Which charges should the atoms carry?

A simple electrostatic model of GeSb₂Te₄ needs a charge on every atom. The formal choice is +2 for Ge, +3 for Sb and −2 for Te, with one value for all Te atoms. Whether that choice is sound depends on how far the electrons really move and on whether the two kinds of Te are alike.

GeSb2Te4, 7 atoms in the cell, space group I-4m2 (119), conventional a = 6.117, c = 12.132 Å, 32.42 Å³ an atom. Loewdin populations of the shells that the datasets hold (zero for a shell they lack, f left out), summed by atom and angular momentum, and Bader charges of a cell at fixed atoms. Ansatz 0.2.0, plane-wave PAW, scalar-relativistic; functional PBE; no spin polarisation; cutoff 420 eV; k mesh 8×8×8; Gaussian smearing of 0.1 eV.

```
row  element  s electrons (e)  p electrons (e)  d electrons (e)  Bader charge (e)  Bader volume (Å³)
  1       Ge             1.88             2.17            10.00              0.41              21.67
  2       Sb             1.88             2.83            10.00              0.50              26.44
  3       Sb             1.89             2.78            10.00              0.55              25.97
  4       Te             1.85             4.14            10.00             -0.34              36.26
  5       Te             1.86             4.29            10.00             -0.39              40.16
```

The Bader charge counts the electrons lost from a region bounded by minima of the density, whose size is the Bader volume. The s, p and d electrons are Loewdin populations, found by projecting the states on atomic orbitals. Rows 4 and 5 each stand for two atoms.

Electrons given and returned

The Bader charges are only about a fifth of the formal ones. To see why, start from ions: Te has a full p shell, Ge and Sb have empty ones, and the cations keep their s pairs. The table supports the last point, since every s shell holds nearly two electrons. Neighbouring p orbitals then mix, and the filled Te states spread partly onto the cations. Each bond thus returns some of the charge that the ionic picture had moved.

The order of the cations fits this picture. Ge gives up two p electrons and Sb three, and each has six Te neighbours to return them. In the Loewdin count Ge ends with 2.17 p electrons, slightly more than the free atom, while Sb ends with about 2.8, slightly fewer. Sb is also the more positive in the Bader count. If both took back equally many electrons, Sb would stay a whole electron more positive than Ge, yet the Bader charges differ by only about 0.1 e. Sb thus recovers most of the extra electron as well. Electrostatics offers a reason: a more positive site attracts electrons more strongly and so takes more back.

Which Te has two vacancies beside it

The structure is rocksalt with a quarter of the cation sites empty. Atomic positions are not listed, but this symmetry with two distinct Sb sites implies two kinds of Te. One has five cation neighbours, two Ge and three Sb; the other has four, one Ge and three Sb.

The volumes suggest which is which. An empty cation site is surrounded by six Te atoms, which divide its space among them. A Te with one more vacancy beside it should then be larger by a sixth of a cation's volume, about 4.1 Å³. Row 5 exceeds row 4 by 3.9 Å³, so row 5 is taken to be the Te with four neighbours.

Fewer bonds, more electrons kept

If bonds return electrons, a Te with fewer bonds should keep more of them. On the rocksalt sites of this cell, the two vacancies lie on opposite sides of the four-neighbour Te. One of its p orbitals then points at no cation and is expected to stay nearly full. The two kinds of Te differ by one Ge bond, so the size of the effect follows from the Ge charge:

returned through one Ge–Te bond = (2 − 0.41) / 6 ≈ 0.27 electrons

Row 5 should be more negative than row 4 by this amount. It is more negative, but only by 0.05 e in the Bader charges. The Loewdin charges differ by 0.16 e, where the same reasoning predicts 0.34 e. Nearly all of that difference lies in the p electrons, the shell that forms the bonds.

The model has no fitted constant. It takes the cation charges as input, so the average Te Bader charge comes out right automatically and only the difference between the two Te sites is a test. The model passes on sign and fails on size. A likely reason is that it lets each cation take the same amount back through all six of its bonds, whichever Te lies at the other end. A Te with fewer positive neighbours holds its electrons less firmly and can pass more of them through the bonds that remain. The table doesn't measure that adjustment. The two Sb sites also differ by about 0.05 e in Bader charge, though both have six Te neighbours. Their surroundings aren't quite alike: one should have four Te neighbours of the four-cation kind, the other two. The model takes the Sb charges as given, so it can't say whether this is the cause. A Te difference of the same size is therefore only weak support for the model, and no convergence test of the Bader grid is given.

An alternative that depends on the site assignment

One can also start from neutral atoms and let each cation donate its charge equally through six bonds. With positive cation charges, as in the Bader count, the Te with more neighbours should then be the more negative. If rows 4 and 5 were assigned the other way round, this picture would match both Te Bader charges to about 0.01 e. The volumes argue against that assignment. The Loewdin charges argue against the donation picture itself, whichever way the rows are assigned, because it allows a difference of only about 0.01 e there. The output below the text gives both models for both sites.

Why Ge looks neutral in one count

Ge has a Bader charge of +0.41, yet its Loewdin charge is −0.05. Orbitals on a cation reach into the space that Bader assigns to Te, so Loewdin credits the cation with more electrons. All three cation rows shift in this direction, Ge the most; the table doesn't show why Ge stands out. The Loewdin sums also miss 0.29 electrons per cell, about 0.04 per atom. Restoring them would make Ge slightly more negative, so they don't explain its sign. The sign depends on how the count shares electrons between overlapping orbitals, and it doesn't show that Ge is an anion.

What remains open

By both counts the formal charges are far larger than the static charges on the atoms, and the two kinds of Te need not share one value. No electrostatic model built on either set of charges is tested here. How different they should be is unsettled, since the two counts disagree threefold. It is also open whether the difference survives in the real cubic material, where vacancies are disordered and atoms move off-centre. The symmetry of this cell holds Ge and Sb in place. The calculation also gives a weak semimetal. PBE tends to make gaps too small and spin-orbit coupling is left out, so the mixing between Te and cation states may be somewhat misjudged.

The analysis program printed:

```
Charges by site in e:
  row  Loewdin charge  Bader less Loewdin  Bader over formal charge  p electrons gained over free atom
    1           -0.05                0.46                     0.205                               0.17
    2            0.29                0.21                    0.1667                              -0.17
    3            0.33                0.22                    0.1833                              -0.22
    4            0.01               -0.35                      0.17                               0.14
    5           -0.15               -0.24                     0.195                               0.29
Sum of Bader charges over the seven atoms, e: -1.11e-16
Electrons missed by the Loewdin sums in the cell, e: 0.29
Mean Sb Bader charge over Ge Bader charge: 1.28
Mean Sb less Ge Bader charge, e: 0.115
Te volume, row 5 less row 4, cubic angstrom: 3.9
One sixth of the mean cation volume, cubic angstrom: 4.116
One sixth of the smallest cation volume, cubic angstrom: 3.612
One sixth of the largest cation volume, cubic angstrom: 4.407
Donation model, Te with four neighbours, e: -0.3308
Donation model, Te with five neighbours, e: -0.3992
Return model, Te with four neighbours, e: -0.4975
Return model, Te with five neighbours, e: -0.2325
Bader charge, row 5 less row 4, e: -0.05
Donation model, four less five neighbours, Bader, e: 0.06833
Return model, four less five neighbours, Bader, e: -0.265
Loewdin charge, row 5 less row 4, e: -0.16
Donation model, four less five neighbours, Loewdin, e: -0.008333
Return model, four less five neighbours, Loewdin, e: -0.3417
Te p electrons, row 5 less row 4, e: 0.15
Te s electrons, row 5 less row 4, e: 0.01
```
